# Öpik–Pryce stationary-point equations and the extrema of T ⊗ (e + t₂): solution key

**Problem.** An orbital level of degeneracy $f$ couples linearly to harmonic displacements. (a) State the model. (b) Derive the conditions for stationary points of the adiabatic energy. (c) Reduce them to a function on the electronic unit sphere. (d) Relate the character of a point on the sphere to its character on the adiabatic surface. (e) Construct the coupling for a $T_2$ level in $T_d$. (f) Find all stationary points. (g) Classify them and find the barrier. (h) State the range of validity. (i) Evaluate for the $^5T_2$ level of Cr²⁺ in ZnSe.

## (a) Premises

1. The nuclei are clamped. Their kinetic energy is dropped, so the results describe the adiabatic potential and not vibronic levels.
2. At the symmetric configuration $Q=0$ the level is $f$-fold orbitally degenerate and far from all other levels. The electronic problem is solved in the fixed basis $|1\rangle,\dots,|f\rangle$ of that level.
3. The Hamiltonian is spin-free and there is no magnetic field. The basis can then be chosen real, and every matrix below is real and symmetric. Spin is a spectator.
4. The part of the potential proportional to the unit matrix is kept to second order in $Q$, the traceless part to first order.

With real symmetry coordinates $Q_i$ (in m, not mass-weighted), force constants $K_i>0$ (N/m) and coupling matrices $V_i$ (N),

$$U(Q)=\tfrac12\sum_i K_iQ_i^2\,\mathbf 1+W(Q),\qquad W(Q)=\sum_i Q_iV_i .$$

The zero of energy is the degenerate level at $Q=0$. A totally symmetric coordinate couples through the unit matrix and shifts all states alike. It is relaxed first and absorbed in the reference geometry. The sheets of the adiabatic surface are $U_j(Q)=\tfrac12\sum_iK_iQ_i^2+w_j(Q)$, where $w_j$ are the eigenvalues of $W$.

## (b) The stationary-point equations

For a real unit vector $a$ write $\langle V_i\rangle_a=a^{T}V_ia$ and define

$$F(Q,a)=a^TU(Q)\,a=\tfrac12\sum_iK_iQ_i^2+\sum_iQ_i\langle V_i\rangle_a .$$

Let $w(Q)$ be a non-degenerate eigenvalue with unit eigenvector $a(Q)$. Differentiating $w=a^TWa$ gives

$$\partial_iw=a^TV_ia+2(\partial_ia)^TWa=\langle V_i\rangle_a+2w\,(\partial_ia)^Ta .$$

The last term vanishes because $a^Ta=1$ for all $Q$. This is the Hellmann–Feynman theorem. The sheet is stationary when $K_iQ_i+\langle V_i\rangle_a=0$ for every $i$. Together with the eigenvalue condition this gives the equations of Öpik and Pryce (1957):

$$Q_i=-\frac{\langle V_i\rangle_a}{K_i},\qquad W(Q)\,a=w\,a,\qquad a^Ta=1. \tag{1}$$

These are also the conditions for $F$ to be stationary in $Q$ and $a$ independently. Indeed $\partial F/\partial Q_i=0$ is the first equation, and stationarity of $F-w(a^Ta-1)$ in $a$, with Lagrange multiplier $w$, is the second. No determinant has to be differentiated.

## (c) Reduction to the unit sphere

At fixed $a$, complete the square:

$$F=\tfrac12\sum_iK_i\Big(Q_i+\frac{\langle V_i\rangle_a}{K_i}\Big)^2+E(a),\qquad E(a)=-\sum_i\frac{\langle V_i\rangle_a^2}{2K_i}. \tag{2}$$

Thus $E(a)$ is the minimum of $F$ over $Q$, reached at $Q_i(a)=-\langle V_i\rangle_a/K_i$. Its gradient is

$$\frac{\partial E}{\partial a}=-\sum_i\frac{\langle V_i\rangle_a}{K_i}\,2V_ia=2W\big(Q(a)\big)\,a .$$

$E$ is stationary on the sphere when this gradient is parallel to $a$, which is the eigenvalue condition in (1). The solutions of (1) are therefore exactly the stationary points of $E(a)$ on the unit sphere. The vectors $a$ and $-a$ are the same state and give the same $Q$, so points are counted in pairs $\pm a$.

Three consequences follow.

- At a solution the elastic energy is $\tfrac12\sum_iK_iQ_i^2=-E$, and $w=\sum_iQ_i\langle V_i\rangle_a=2E$. The electronic gain is twice the elastic cost.
- The lowest sheet is $U_0(Q)=\min_aF(Q,a)$. The order of two minimisations can be exchanged, so $\min_QU_0=\min_aE(a)$.
- A real symmetric matrix whose quadratic form vanishes everywhere is zero. If any $V_i\neq0$, then $E(a)<0$ for some $a$ and $Q=0$ is not the minimum. This is the energetic content of the theorem of Jahn and Teller (1937), whose group-theoretical part shows that symmetry allows such a $V_i$ for every orbitally degenerate state of a non-linear molecule.

$E(a)$ is not itself a sheet of $U$. Equation (1) makes $a$ some eigenvector of $W$, and whether it is the lowest must be verified at each solution.

## (d) Character of a stationary point

Let $b_k$ be the other eigenvectors of $W$ at the solution, with gaps $\Delta_k=w_k-w\neq0$, and let $g_{ki}=b_k^TV_ia$. Put $Q\to Q+\delta Q$ and $a\to(1-\tfrac12\sum_kt_k^2)\,a+\sum_kt_kb_k$, which is normalised to second order. The terms linear in $\delta Q$ cancel by the first of (1), those linear in $t$ by $b_k^TWa=0$. The second-order change is

$$\delta^2F=\tfrac12\sum_iK_i\,\delta Q_i^2+\sum_k\Delta_kt_k^2+2\sum_{k,i}t_k\,g_{ki}\,\delta Q_i .$$

Eliminating $t_k=-\sum_ig_{ki}\delta Q_i/\Delta_k$ keeps $a$ an eigenvector and yields the Hessian of the sheet, as in second-order perturbation theory:

$$H^{(Q)}_{ij}=K_i\delta_{ij}-2\sum_k\frac{g_{ki}g_{kj}}{\Delta_k}. \tag{3}$$

Eliminating instead $\delta Q_i=-2\sum_kt_kg_{ki}/K_i$ yields the Hessian of $E$ on the sphere:

$$H^{(a)}_{kl}=2\Delta_k\delta_{kl}-4\sum_i\frac{g_{ki}g_{li}}{K_i}. \tag{4}$$

Each elimination completes a square, so it is an invertible change of variables that block-diagonalises the same quadratic form. By Sylvester's law of inertia the number $n_-$ of negative eigenvalues is the same in both forms: $n_-(K)+n_-(H^{(a)})=n_-(\Delta)+n_-(H^{(Q)})$. All $K_i$ are positive, and on a non-degenerate lowest sheet all $\Delta_k$ are positive. Then $n_-(H^{(Q)})=n_-(H^{(a)})$, and the numbers of zero eigenvalues agree by the same argument. The classification in $Q$-space reduces to one in $f-1$ dimensions.

## (e) Coupling matrices for a $T_2$ level in $T_d$

Label the states $|x\rangle,|y\rangle,|z\rangle$, since in $T_d$ the $T_2$ functions ($yz,zx,xy$) transform as $x,y,z$ along the cube axes. Write $a=(x,y,z)$. Real symmetric matrices span the symmetric square, with character $\tfrac12[\chi(g)^2+\chi(g^2)]$. On the classes $E,\,8C_3,\,3C_2,\,6S_4,\,6\sigma_d$ the $T_2$ characters are $3,0,-1,-1,1$. The squares of the class elements are $E,\,C_3,\,E,\,C_2,\,E$, which gives $6,0,2,0,2$, the character of $A_1+E+T_2$. The active coordinates are an $e$ pair $(Q_\theta,Q_\epsilon)$, transforming as $(2z^2-x^2-y^2,\ \sqrt3(x^2-y^2))$, and a $t_2$ triple $(Q_\xi,Q_\eta,Q_\zeta)$, transforming as $(yz,zx,xy)$.

The form $a^TWa$ must be invariant when $a$ and $Q$ are transformed together. Each representation occurs once among the quadratic forms in $a$, so there is one invariant per mode, with constants $V_e$ and $V_t$:

$$a^TWa=-\tfrac12V_e\big[(2z^2-x^2-y^2)Q_\theta+\sqrt3(x^2-y^2)Q_\epsilon\big]-2V_t\big[yz\,Q_\xi+zx\,Q_\eta+xy\,Q_\zeta\big].$$

The prefactors fix the normalisation and sign convention. In matrix form,

$$W=\begin{pmatrix}V_e(\tfrac12Q_\theta-\tfrac{\sqrt3}2Q_\epsilon)&-V_tQ_\zeta&-V_tQ_\eta\\-V_tQ_\zeta&V_e(\tfrac12Q_\theta+\tfrac{\sqrt3}2Q_\epsilon)&-V_tQ_\xi\\-V_tQ_\eta&-V_tQ_\xi&-V_eQ_\theta\end{pmatrix}.$$

Symmetry makes the force constant common within each mode, $K_e$ and $K_t$. From (1),

$$Q_\theta=\frac{V_e}{2K_e}(2z^2-x^2-y^2),\quad Q_\epsilon=\frac{\sqrt3V_e}{2K_e}(x^2-y^2),\quad(Q_\xi,Q_\eta,Q_\zeta)=\frac{2V_t}{K_t}(yz,zx,xy). \tag{5}$$

Let $S=x^2y^2+y^2z^2+z^2x^2$ and $P=x^4+y^4+z^4$. Squaring the normalisation gives $P+2S=1$. Expanding,

$$\tfrac14(2z^2-x^2-y^2)^2+\tfrac34(x^2-y^2)^2=P-S=1-3S,$$

while the $t_2$ expectation values give $\sum\langle V_i\rangle^2=4V_t^2S$. Define

$$E_e=\frac{V_e^2}{2K_e},\qquad E_t=\frac{2V_t^2}{3K_t},\qquad D=E_e-E_t .$$

Then $4V_t^2S/2K_t=3E_tS$, and (2) becomes

$$E(a)=-E_e(1-3S)-3E_tS=-E_e+3DS. \tag{6}$$

If several modes of one symmetry couple, as in a crystal, each adds a term of the same shape, and $E_e$ and $E_t$ become sums over modes. A $T_1$ level has the same symmetric square and the same result.

## (f) All stationary points

For $D\ne0$ the stationary points of $E$ are those of $S=(1-P)/2$, hence of $P$. With multiplier $\mu$, $4x^3=2\mu x$, and likewise for $y$ and $z$. Each component is zero or has square $\mu/2$. A solution therefore has $n=1,2$ or $3$ non-zero components of magnitude $1/\sqrt n$, with $P=1/n$ and $S=\tfrac12(1-1/n)$. The number of pairs $\pm a$ is $\binom3n2^{n-1}$. The list is complete.

| $n$ | type | $a$ | number | $S$ | $E$ | non-zero $Q$ |
|---|---|---|---|---|---|---|
| 1 | tetragonal, $D_{2d}$ | $(0,0,1)$ | 3 | $0$ | $-E_e$ | $Q_\theta=V_e/K_e$ |
| 2 | orthorhombic, $C_{2v}$ | $(1,1,0)/\sqrt2$ | 6 | $1/4$ | $-(E_e+3E_t)/4$ | $Q_\theta=-V_e/2K_e$, $Q_\zeta=V_t/K_t$ |
| 3 | trigonal, $C_{3v}$ | $(1,1,1)/\sqrt3$ | 4 | $1/3$ | $-E_t$ | $Q_\xi=Q_\eta=Q_\zeta=2V_t/3K_t$ |

The sheet is identified by inserting each $Q$ in $W$.

- Tetragonal: $W=E_e\,\mathrm{diag}(1,1,-2)$. The state $|z\rangle$ has $w=-2E_e$, and both gaps are $3E_e$.
- Trigonal: every off-diagonal element is $-2V_t^2/3K_t=-E_t$. The eigenvalues are $-2E_t,\,E_t,\,E_t$, and both gaps are $3E_t$.
- Orthorhombic: the diagonal is $(-\tfrac12,-\tfrac12,1)E_e$ and $W_{xy}=-V_t^2/K_t=-\tfrac32E_t$. The state $a$ has $w=-\tfrac12(E_e+3E_t)$. The state $b_1=(-1,1,0)/\sqrt2$ lies $3E_t$ higher and $b_2=(0,0,1)$ lies $\tfrac32(E_e+E_t)$ higher.

In each case $w=2E$, as (c) requires. For $E_e,E_t>0$ all gaps are positive, so all thirteen points lie on the lowest sheet and the result of (d) applies.

For $D=0$, $E(a)$ is constant. Every $a$ solves (1), and (5) maps the sphere on to a two-dimensional trough of minima in the five-dimensional $Q$-space.

## (g) Classification and barrier

Expand $S$ to second order in tangent coordinates.

- Tetragonal: $z^2=1-x^2-y^2$ gives $S\simeq x^2+y^2$. The curvatures of $E$ are $6D,\,6D$.
- Orthorhombic: with $a=(\cos\beta\cos(\tfrac\pi4+\alpha),\cos\beta\sin(\tfrac\pi4+\alpha),\sin\beta)$, $S=\tfrac14\cos^4\beta\cos^22\alpha+\sin^2\beta\cos^2\beta\simeq\tfrac14-\alpha^2+\tfrac12\beta^2$. The curvatures are $-6D$ and $+3D$.
- Trigonal: each component is $(1-\tfrac12\rho^2)/\sqrt3+\tau_k$, with $\sum\tau_k=0$ and $\sum\tau_k^2=\rho^2$. Then $P\simeq\tfrac13(1-2\rho^2)+2\rho^2$ and $S\simeq\tfrac13-\tfrac23\rho^2$. The curvatures are $-4D,\,-4D$.

Equation (4) reproduces these values. At the trigonal point, $b=(1,-1,0)/\sqrt2$ has $g_\epsilon=-V_e/\sqrt2$ and $g_\xi=-g_\eta=V_t/\sqrt6$. Hence $\sum_ig_i^2/K_i=E_e+\tfrac12E_t$ and $H^{(a)}=6E_t-4E_e-2E_t=-4D$.

For $E_e>E_t$ the three tetragonal points are minima, the six orthorhombic points are saddles of index one and the four trigonal points are saddles of index two in $Q$-space. For $E_e<E_t$ the trigonal points are minima and the tetragonal points have index two. The orthorhombic curvatures have opposite signs for either sign of $D$, so under linear coupling these points are never minima. The alternating count $3-6+4=1$ equals the Euler characteristic of the sphere with $\pm a$ identified, as it must for a complete set of non-degenerate points.

Equation (3) gives the curvatures of the sheet. At the tetragonal point $|z\rangle$ is mixed with $|y\rangle$ by $Q_\xi$ and with $|x\rangle$ by $Q_\eta$, with $g=-V_t$. Using $V_t^2=\tfrac32K_tE_t$,

$$K_\xi^{\rm eff}=K_\eta^{\rm eff}=K_t-\frac{2V_t^2}{3E_e}=K_t\Big(1-\frac{E_t}{E_e}\Big),$$

while $Q_\theta,Q_\epsilon,Q_\zeta$ keep their bare constants. At the orthorhombic point only $Q_\epsilon$ mixes $a$ with $b_1$, with $g=\tfrac{\sqrt3}2V_e$, so

$$K_\epsilon^{\rm eff}=K_e-\frac{2\cdot\tfrac34V_e^2}{3E_t}=K_e\Big(1-\frac{E_e}{E_t}\Big).$$

For $D>0$ this is the unstable direction, and it leads down to the $x$ and $y$ wells.

The barrier for $D>0$ follows from (2). On the lowest sheet $U_0(Q)=F(Q,a(Q))\ge E(a(Q))$. Along any path between two wells $a$ can be followed continuously, by rotating it within the degenerate subspace at any crossing, so it passes a point where the two largest squared components are equal. Call their value $u$, with $\tfrac13\le u\le\tfrac12$. There $S=u^2+2u(1-2u)=2u-3u^2$, which decreases over this interval and is at least $\tfrac14$. No path stays below the orthorhombic energy. The path $Q(a)$ with $a$ rotating in the $xy$ plane has $U_0\le E(a)$ and does not exceed it. Therefore

$$E_{\rm b}=\tfrac34(E_e-E_t). \tag{7}$$

## (h) Range of validity

1. *Nuclear motion.* The wells localise the system only if $E_e$ and $E_{\rm b}$ exceed the mode quantum $\hbar\omega$ several times. Motion stays on one sheet only if the gaps along the path exceed $\hbar\omega$. The smallest gap at the saddle is $3E_t$. As $E_t\to0$ it closes, and the saddle turns into a crossing of two displaced paraboloids. A static distortion is seen only when tunnelling and thermal hopping are slow on the time scale of the probe, or when strain selects a well.
2. *Spin–orbit coupling.* A real orbital state has $\langle\mathbf L\rangle=0$, so $\lambda\mathbf L\cdot\mathbf S$ has no first-order effect at a non-degenerate point. The second-order shift within the triplet is $-\lambda^2\sum_k(\mathbf n_k\cdot\mathbf S)^2/\Delta_k$, with $\mathbf n_k=a\times b_k$, for orbital matrix elements of unit magnitude. It must be small against $E_{\rm b}$.
3. *Higher orders in $Q$.* Quadratic coupling and cubic anharmonicity are of relative order $Q/d$, with $d$ the bond length. Symmetry preserves the three types of point, but the energies shift. If the shifts exceed $|D|$ the ordering can change and orthorhombic minima become possible.
4. *Other levels.* Mixing with a level at distance $\Delta'$ contributes about $-(V'Q)^2/\Delta'$, with $V'$ the interlevel coupling.
5. *Isolation.* The centres are dilute, so no cooperative ordering occurs.

## (i) Cr²⁺ in ZnSe

Cr²⁺ ($3d^4$) on a zinc site has four Se neighbours in $T_d$. The $^5D$ term splits into a lower $^5T_2$ ($e^2t_2^2$) and an upper $^5E$. Unrounded values are carried through the arithmetic.

**Force constants.** They are estimated by straining one primitive cell, of volume $\Omega=a_0^3/4$, homogeneously with the bulk stiffness. This choice of volume is an assumption. The compiled measured inputs are $a_0=5.6676$ Å at room temperature (Albrecht 1997) and $C_{11}=85.9$, $C_{12}=50.6$, $C_{44}=40.6$ GPa (Oses 2018). The ligands sit at $\mathbf R_n=(a_0/4)(\pm1,\pm1,\pm1)$ with an even number of minus signs, so $d=\sqrt3a_0/4=245$ pm. They move by $\mathbf u_n=\varepsilon\mathbf R_n$, with $\varepsilon$ the strain tensor, and $Q^2=\sum_n|\mathbf u_n|^2$.

For a traceless diagonal strain, $Q^2=(a_0^2/4)\sum_k\varepsilon_{kk}^2$ and the energy is $\tfrac12\Omega(C_{11}-C_{12})\sum_k\varepsilon_{kk}^2$. Equating this to $\tfrac12K_eQ^2$ gives $K_e=a_0(C_{11}-C_{12})=20$ N/m. For a shear $\varepsilon_{xy}=\varepsilon_{yx}$, $Q^2=a_0^2\varepsilon_{xy}^2/2$ and the energy is $2\Omega C_{44}\varepsilon_{xy}^2$, so $K_t=2a_0C_{44}=46$ N/m. The measured $C_{44}$ includes the relaxation of one sublattice against the other, so this coordinate stands for the shear with the central ion following it.

**Jahn–Teller energies.** Take $E_e/hc=350$ cm⁻¹ ($6.95\times10^{-21}$ J). It is chosen to reproduce the typical behaviour of this centre, a tetragonal distortion with a stabilisation of a few hundred cm⁻¹, so neither feature is a prediction. Take $E_t/hc=100$ cm⁻¹ ($1.99\times10^{-21}$ J) as an illustrative value, restricted only by $E_t<E_e$. Then $|V_e|=\sqrt{2K_eE_e}=0.53$ nN and $|V_t|=\sqrt{3K_tE_t/2}=0.37$ nN.

| point | $E/hc$ (cm⁻¹) | $E$ ($10^{-21}$ J) | gaps$/hc$ (cm⁻¹) | magnitude of $Q$ (pm) | index |
|---|---|---|---|---|---|
| tetragonal | $-350$ | $-6.95$ | 1050, 1050 | $Q_\theta$: 26 | 0 |
| orthorhombic | $-162.5$ | $-3.23$ | 300, 675 | $Q_\theta$: 13, $Q_\zeta$: 8.0 | 1 |
| trigonal | $-100$ | $-1.99$ | 300, 300 | each: 5.4 | 2 |

The model's barrier from (7) is 187.5 cm⁻¹, or $3.72\times10^{-21}$ J. For any $E_t$ between zero and $E_e$ it stays below $\tfrac34E_e$, which is 262.5 cm⁻¹. In a well the two soft $t_2$ constants drop to 33 N/m, and at the saddle the curvature along $Q_\epsilon$ is $-50$ N/m.

**Geometry.** With $\varepsilon_{xx}=\varepsilon_{yy}=-\tfrac12\varepsilon_{zz}$, $|Q_\theta|=\tfrac12a_0\sqrt{3/2}\,|\varepsilon_{zz}|$, so $|\varepsilon_{zz}|=0.076$ and each Se moves by $|Q_\theta|/2=13$ pm. The bond length is unchanged to first order, because $\mathbf R_n\cdot\mathbf u_n$ is proportional to the trace. The polar angle obeys $\tan\vartheta=\sqrt2(1-\tfrac12\varepsilon_{zz})/(1+\varepsilon_{zz})$, so $\delta\vartheta=-\varepsilon_{zz}/\sqrt2$. The two Se–Cr–Se angles bisected by the axis, $2\vartheta=109.47°$ when undistorted, change by about 6°. The sign of the change is set by the sign of $V_e$, which symmetry does not fix and the energies do not reveal. The displacement scales as $\Omega^{-1/2}$ and is no better known than the assumed volume.

**Size of the neglected terms.**

- Nuclear motion: with the Se mass of about 78.97 u, $\hbar\omega_e=\hbar\sqrt{K_e/M}$ corresponds to 66 cm⁻¹, well below the compiled TO frequency of 213 cm⁻¹ (Talwar 2016), as suits a bond-bending motion. Then $E_e/\hbar\omega_e=5.3$, the zero-point energy is 33 cm⁻¹ per $e$ component and the zero-point width $\sqrt{\hbar/2M\omega_e}$ is 5.7 pm. Two wells are $\sqrt3|Q_\theta|$ apart, so their Gaussian ground states in the $e$ plane overlap by $\exp(-3E_e/2\hbar\omega_e)\approx3\times10^{-4}$. The wells are localising.
- Spin–orbit coupling: take the approximate free-ion $\lambda/hc=58$ cm⁻¹, which covalency modifies. Within $^5T_2$, $\mathbf L$ acts as $-\mathbf l$ with $l=1$. With $S=2$ the eigenvalues of $\mathbf l\cdot\mathbf S$ are $2,-1,-3$, so at $Q=0$ the level spreads over $5\lambda$, or 290 cm⁻¹. This rivals $E_e$, and the spin-free surface fails near the origin. In a well the shift is $-(\lambda^2/3E_e)(S_x^2+S_y^2)$, at most $6\lambda^2/3E_e=19$ cm⁻¹ in size. At the saddle the two axes $\mathbf n_k$ are perpendicular, and the lowest eigenvalue of the shift with gaps of 300 and 675 cm⁻¹ is $-52$ cm⁻¹. The barrier falls by 33 cm⁻¹. The expansion parameter at the saddle is $2\lambda/3E_t=0.39$, so only the first figure of this correction counts.
- Higher orders: $|Q_\theta|/d=0.11$, which suggests shifts near a tenth of $E_e$, below $D/hc=250$ cm⁻¹.
- The $^5E$ level, approximately 5000 cm⁻¹ higher, mixes linearly only through $t_2$ modes, since $T_2\times E=T_1+T_2$. With $V'\approx V_t$ at the saddle, $V_tQ_\zeta=\tfrac32E_t$, or 150 cm⁻¹, and the shift is about 4.5 cm⁻¹.

The model's barrier is thus $1.9\times10^2$ cm⁻¹ with corrections of several tens of cm⁻¹, and it depends on an illustrative $E_t$. It corresponds to $E_{\rm b}/k_B=270$ K, and $k_BT/hc=209$ cm⁻¹ at 300 K exceeds it. In the model the centre is frozen in one of three tetragonal wells only at cryogenic temperature and averages over them at room temperature. The static barrier is not an activation energy: zero-point motion, tunnelling and spin–orbit coupling let reorientation proceed from below it.